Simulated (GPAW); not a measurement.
# Single-oscillator dispersion of the refractive index of KF below its gap, from PBE and PBE + 1 eV scissors

The decision at stake is whether an optical design that uses KF can take its index at several laser lines from a two-constant formula, or needs a computed value at each line. A single-oscillator law would allow the first, because two indices would then fix the rest. We test it on six wavelengths from 1550 to 308 nm, with the RPA dielectric function on PBE bands, as calculated and with the empty bands raised by 1 eV. The test is whether $1/(n^2-1)$ falls on a straight line against the squared photon energy. The comparison is between formula and computed spectrum, so it measures the quality of the formula and not the accuracy of the index.

## Computational details

The measured cell of a diffraction database, fixed. GPAW 26.7.0, plane waves with PAW (cutoff 400 eV), PBE and PBE + 1 eV scissors, no spin polarisation, no spin-orbit coupling, clamped ions. RPA dielectric function with local fields on a k mesh of 16×16×16, Lorentzian broadening 0.05 eV; the rows are a selection of common laser wavelengths, read off the computed spectrum below 72 % of the smallest direct gap; n is the real part of √ε. Smallest direct gap on the mesh: 6.16 eV (PBE) and 7.16 eV (PBE + 1 eV scissors).

Notes on method and selection:

- Excitons and lattice vibrations are left out; a gap that is too small makes n too large and too dispersive.
- Runs that did not converge, have known faults or may not be shown are not listed, and runs on Ansatz's PAW sets soft_1 and soft_2 are kept to separate tables.

Columns:

- E² (eV²): square of the photon energy.
- E (eV): photon energy.
- n: refractive index.

## Numbers

| member | E² (eV²) | E (eV) | 1/(n² − 1), PBE | 1/(n² − 1), PBE + 1 eV scissors | n, PBE | n, PBE + 1 eV scissors |
| --- | --- | --- | --- | --- | --- | --- |
| 1550 nm | 0.64 | 0.80 | 1.1092 | 1.1873 | 1.379 | 1.357 |
| 800 nm | 2.40 | 1.55 | 1.0964 | 1.1763 | 1.383 | 1.360 |
| 633 nm | 3.84 | 1.96 | 1.0858 | 1.1672 | 1.386 | 1.363 |
| 450 nm | 7.59 | 2.75 | 1.0575 | 1.1431 | 1.395 | 1.369 |
| 405 nm | 9.37 | 3.06 | 1.0436 | 1.1314 | 1.399 | 1.373 |
| 308 nm | 16.20 | 4.03 | 0.9871 | 1.0849 | 1.419 | 1.386 |

Least-squares fits to the whole series, with x = E² (eV²); R² and errors in the fitted variable (y, or ln y where the fit is in ln y):

| y | level | members | fit | R² | rms residual | leave-one-out rms | the same for the mean of the others |
| --- | --- | --- | --- | --- | --- | --- | --- |
| 1/(n² − 1) | PBE | 6 | y = 1.1156 − 0.0078392 x | 1.00 | 0.0012 | 0.0026 | 0.049 |
| 1/(n² − 1) | PBE + 1 eV scissors | 6 | y = 1.19227 − 0.00657858 x | 1.00 | 6.4×10⁻⁴ | 0.0014 | 0.041 |
| n | PBE | 6 | y = 1.37645 + 0.00255472 x | 1.00 | 9.2×10⁻⁴ | 0.0020 | 0.016 |
| n | PBE + 1 eV scissors | 6 | y = 1.3556 + 0.0018606 x | 1.00 | 3.4×10⁻⁴ | 5.8×10⁻⁴ | 0.012 |

## What drives the series

The law holds closely but not exactly. In PBE the index rises from 1.379 at 1550 nm to 1.419 at 308 nm, and $1/(n^2-1)$ falls almost linearly in $E^2$. The leave-one-out error of the line is 0.0026, against 0.049 for the mean of the other rows.

The model follows from three assumptions.

1. The ions stand still and the photon energy $E$ lies well below the gap. Absorption is then negligible, the dielectric function is real, and $n^2=\varepsilon$.

2. All electronic transitions are replaced by one bound charge with a single resonance energy $E_0$. Driven at energy $E$, such a charge responds with an amplitude proportional to $1/(E_0^2-E^2)$.

3. The strength $F$ of this oscillator, in eV², does not depend on $E$.

Together they give

$$n^2-1=\frac{F}{E_0^2-E^2},$$

and the inverse is a straight line in $E^2$:

$$\frac{1}{n^2-1}=\frac{E_0^2}{F}-\frac{E^2}{F}.$$

The index rises with photon energy because the denominator $E_0^2-E^2$ shrinks. The slope of the line gives $F$, and the intercept divided by the size of the slope gives $E_0^2$.

For the PBE fit, $F$ = 1 / 0.0078392 = 127.6 eV² and $E_0^2$ = 1.1156 / 0.0078392 = 142.3 eV², so $E_0$ = √142.3 = 11.9 eV. With the scissors shift, $E_0^2$ = 1.19227 / 0.00657858 = 181.2 eV² and $E_0$ = √181.2 = 13.5 eV.

Both energies are nearly twice the smallest direct gap at the same level. $E_0$ is therefore an average over transitions that extend far above the gap, and should not be read as an absorption edge. Raising the empty bands makes the crystal harder to polarise, which lowers the index by 0.022 at 1550 nm and by 0.033 at 308 nm.

## Fixing and testing the model

We fix the line on the PBE values at 1550 nm and 450 nm and leave the other four rows for the test.

The size of the slope is (1.1092 − 1.0575) / (7.59 − 0.64) = 0.0517 / 6.95 = 0.007439 per eV². The intercept is 1.1092 + 0.007439 × 0.64 = 1.1140. The working formulas are

$$y=1.1140-0.007439\,E^2,\qquad n=\sqrt{1+1/y},$$

with $y=1/(n^2-1)$ and $E$ in eV.

**800 nm.** $y$ = 1.1140 − 0.007439 × 2.40 = 1.0961, against 1.0964 in the table. The index is √(1 + 1 / 1.0961) = 1.383, as tabulated.

**633 nm.** $y$ = 1.1140 − 0.007439 × 3.84 = 1.0854, against 1.0858. The index is √(1 + 1 / 1.0854) = 1.386, again as tabulated.

**405 nm.** $y$ = 1.1140 − 0.007439 × 9.37 = 1.0443, against 1.0436. The index is √(1 + 1 / 1.0443) = 1.399, which also agrees.

**308 nm.** $y$ = 1.1140 − 0.007439 × 16.20 = 0.9935, against 0.9871. The index is √(1 + 1 / 0.9935) = 1.417, against 1.419.

Three of the four indices are reproduced to the third decimal. The fourth, which lies furthest outside the two anchor rows, comes out 0.002 too low. That is a small part of the rise over the whole PBE series, 1.419 − 1.379 = 0.040.

## Exceptions

Largest departures from the fit to the whole series:

| member | level | 1/(n² − 1) | fit | computed − fit | in rms residuals |
| --- | --- | --- | --- | --- | --- |
| 308 nm | PBE | 0.9871 | 0.9886 | −0.0015 | 1.3 |
| 308 nm | PBE + 1 eV scissors | 1.0849 | 1.0857 | −0.0008 | 1.2 |
| 405 nm | PBE | 1.0436 | 1.0421 | +0.0015 | 1.2 |
| 405 nm | PBE + 1 eV scissors | 1.1314 | 1.1306 | +0.0008 | 1.2 |

The computed points bend below a straight line as the photon energy grows. In PBE the downward slope is 0.0128 / 1.76 = 0.0073 per eV² between the 1550 and 800 nm rows, and 0.0565 / 6.83 = 0.0083 per eV² between the 405 and 308 nm rows. The line through 1550 and 450 nm therefore lies too high at 308 nm, by 0.9935 − 0.9871 = 0.0064.

The assumption that fails is the single resonance energy. Real transitions start at the gap and spread upwards, and the lowest of them gain weight fastest as the photon energy approaches them. For any set of undamped oscillators with positive strengths and different energies, $1/(n^2-1)$ curves downwards in $E^2$ as long as $E$ stays below the lowest resonance, which is the sign found here.

The scissors shift moves every transition further from the photon energy and should weaken the bend. It does. From the same two anchor rows the size of the slope is (1.1873 − 1.1431) / (7.59 − 0.64) = 0.006360 per eV² and the intercept is 1.1873 + 0.006360 × 0.64 = 1.1914. At 308 nm this line gives 1.1914 − 0.006360 × 16.20 = 1.0884 against 1.0849 in the table, a miss of 1.0884 − 1.0849 = 0.0035.

## What to take away

For the tabulated lines from 1550 to 405 nm, two computed indices are enough to give the others to about 0.001. At 308 nm a directly computed value is preferable if 0.002 matters.

The absolute index is much less certain than the form of the law. PBE gaps of ionic fluorides are typically several eV too small, and a shift of only 1 eV already lowers $n$ at 1550 nm by 1.379 − 1.357 = 0.022, about ten times the largest error of the two-point formula. Electron–hole attraction, absent from both tabulated levels, acts the other way and raises $n$. The two errors partly cancel, so a plausible PBE index is no sign that the gap is right.
